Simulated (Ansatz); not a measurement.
## A series in volume per atom on ZrOs

Results calculated with Ansatz 0.2.0, not measured. Periodic Kohn-Sham DFT of a crystal at fixed atoms; pressure and stress are positive in compression; the energy is the free energy less that of spherical unpolarised free atoms; site moments are those in the method's own spheres, positive along +z.

Cell of the first row (space group Pm-3m, No. 221):
```
ZrOs
1.0
      3.1964     0.0000     0.0000
      0.0000     3.1964     0.0000
      0.0000     0.0000     3.1964
Zr Os
1 1
Direct
  0.50000 0.50000 0.50000
  0.00000 0.00000 0.00000
```

Settings of every row: method frozen-core PAW; functional LDA; relativity scalar; k mesh 13x13x13; filling fermi-dirac; smearing width 0.03 eV; wave cutoff 420 eV; paw set soft_2.

Atom start moment: 0 on all atoms.

Limits: PAW files made with PBE; no spin-orbit coupling on heavy atoms.

```csv
row,volume per atom (Å³),pressure (GPa)
1,16.329,6.89
2,16.676,1.579
3,17.023,-3.165
4,17.197,-5.362
5,17.371,-7.453
6,17.545,-9.437
7,17.718,?
8,18.066,-14.768
9,18.413,-17.875
```

Question: what pressure should row 7 give?

Worked fit of pressure. Take u = (V_r/V)^(2/3) − 1 with V_r = 17.284 Å³ an atom, which is twice the finite (Eulerian) strain; such expansions in the strain, on which the Birch-Murnaghan equation of state is built, carry the rest volume and the bulk modulus. The shown rows have u = 0.03862, 0.02416, 0.0102, 0.00337, -0.00334, -0.00994, -0.02907, -0.04131. Least squares give pressure = −6.4264 + 311.82 × u + 844.88 × u² GPa; a straight line predicts inner rows, each left out in turn, worse (root mean square 0.44 against 0.014 GPa). The rows lie off it by 0.014, -0.021, -0.007, 0.004, 0.005, 0.005, 0.009, -0.009 (root mean square 0.011 GPa). The pressure vanishes at u = 0.0196, or V = 16.79 Å³ an atom, and there the bulk modulus at fixed shape and fractions is B = −V dP/dV = (2/3)(1 + u) dP/du = 234 GPa. The withheld row has u = -0.0164, so the fit gives −6.4264 + 311.82 × (-0.0164) + 844.88 × (-0.0164)² = -11.313 GPa.

The calculation gave -11.314 GPa. The fit lies 0.001 GPa (0.004 % of the column's range) above it, one unit of the last digit.
